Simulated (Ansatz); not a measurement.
Ligand exchange: GeH(CH3)2Br + CH3Cl → GeH2(CH3)2 + CH2BrCl

Species: GeH(CH3)2Br, singlet; CH3Cl (chloromethane) `CCl`, singlet; GeH2(CH3)2, singlet; CH2BrCl (bromochloromethane) `ClCBr`, singlet. The partners trade Br for H: Ge–Br and C–H bonds give way to Ge–H and C–Br.

Shapes, held fixed at every level: PBE0-D4/def2-TZVP. Programs: Ansatz 0.2.0. Electronic energies: no zero-point or thermal term.

(1) Estimate ΔE of this reaction.

Answers

(1) The highest level, CCSD(T)/def2-TZVPP, gives ΔE = +164.2 kJ/mol; the levels span +164.2 to +184.1. The column of differences is taken from that level and isn't an error. No measured value is set beside it here. Relativity is left out for Br, Ge unless named. Correlated rows may include outer-core shells of Br, Ge, which these sets cover unevenly.

```
              level                    kind  ΔE (kJ/mol)  less CCSD(T)/def2-TZVPP
      HF/def2-TZVPP            Hartree–Fock       +184.1                    +19.9
B3LYP-D4/def2-TZVPP           global hybrid       +165.3                     +1.1
 PBE0-D4/def2-TZVPP           global hybrid       +166.4                     +2.2
 wB97M-V/def2-TZVPP  range-separated hybrid       +167.1                     +2.9
 wB97X-V/def2-TZVPP  range-separated hybrid       +166.3                     +2.1
     MP2/def2-TZVPP     perturbation theory       +168.0                     +3.8
    CCSD/def2-TZVPP   coupled cluster or CI       +167.0                     +2.8
 CCSD(T)/def2-TZVPP   coupled cluster or CI       +164.2                      0.0
```

The exchange is strongly uphill at every level, so bromine clearly prefers germanium and hydrogen prefers carbon. Germanium is more electropositive than carbon and forms a strong, polar bond to bromine, while the C–H bond is stronger than Ge–H. The reaction as written therefore gives up the better pairing on both sides. The reverse direction, in which a germanium hydride takes halogen from a halomethane, is the downhill one, in line with the known use of such hydrides as reducing agents for alkyl halides.

Hartree–Fock exaggerates the cost by 19.9 kJ/mol, probably because correlation stabilises the products more, with two polarisable halogens sharing one carbon in CH2BrCl. All the other levels lie within 3.8 kJ/mol of the coupled-cluster reference, too close to rank the functionals on a single reaction. With two molecules on each side, entropy should be a minor term and is unlikely to overturn the sign. The energies say nothing about the barrier, and so nothing about how readily the reverse exchange would proceed.
